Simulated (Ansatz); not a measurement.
A series in volume scale on LaAg

Periodic Kohn-Sham DFT of a crystal at fixed atoms, scaled to volume_scale times the given cell; pressure positive in compression, energy less spherical unpolarised free atoms, largest_vzz the field gradient of largest size among the nuclei. The results are calculated, by Ansatz 0.2.0.

The cell before it is scaled or strained (space group Pm-3m, No. 221):
```
CELL_PARAMETERS angstrom
3.76000 0.00000 0.00000
0.00000 3.76000 0.00000
0.00000 0.00000 3.76000
ATOMIC_POSITIONS crystal
La 0.50000 0.50000 0.50000
Ag 0.00000 0.00000 0.00000
```

Settings of every row: method all-electron PAW; functional PBEsol; relativity scalar; k mesh 9x9x9; filling fermi-dirac; smearing width 0.08 eV; nucleus gaussian.

Atom start moment: 0 on all atoms.

Limits: no spin-orbit coupling on heavy atoms.

| row | volume scale | V (Å³/atom) | pressure (GPa) |
| --- | --- | --- | --- |
| 1 | 0.94 | 24.984 | 3.771 |
| 2 | 0.96 | 25.516 | 2.279 |
| 3 | 0.98 | 26.047 | 0.934 |
| 4 | 0.99 | 26.313 | 0.312 |
| 5 | 1 | 26.579 | -0.279 |
| 6 | 1.01 | 26.844 | -0.839 |
| 7 | 1.02 | 27.11 | ? |
| 8 | 1.04 | 27.642 | -2.355 |
| 9 | 1.06 | 28.173 | -3.239 |

Question: what pressure should row 7 give?

Worked fit of pressure. Take u = (V_r/V)^(2/3) − 1 with V_r = 26.446 Å³ an atom, which is twice the finite (Eulerian) strain; such expansions in the strain, on which the Birch-Murnaghan equation of state is built, carry the rest volume and the bulk modulus. The shown rows have u = 0.03864, 0.02415, 0.01019, 0.00337, -0.00334, -0.00991, -0.02906, -0.0413. Least squares give pressure = 0.0123 + 88.151 × u + 232.46 × u² + 99 × u³ GPa; a parabola predicts inner rows, each left out in turn, worse (root mean square 0.0017 against 0.001 GPa). The rows lie off it by 0.000, 0.001, -0.001, 0.000, 0.001, 0.000, 0.000, 0.000. The pressure vanishes at u = -0.0001, or V = 26.45 Å³ an atom, and there the bulk modulus at fixed shape and fractions is B = −V dP/dV = (2/3)(1 + u) dP/du = 58.7 GPa. The withheld row has u = -0.0164, so the fit gives 0.0123 + 88.151 × (-0.0164) + 232.46 × (-0.0164)² + 99 × (-0.0164)³ = -1.371 GPa.

The calculation gave -1.371 GPa. The fit meets it to the printed digit.
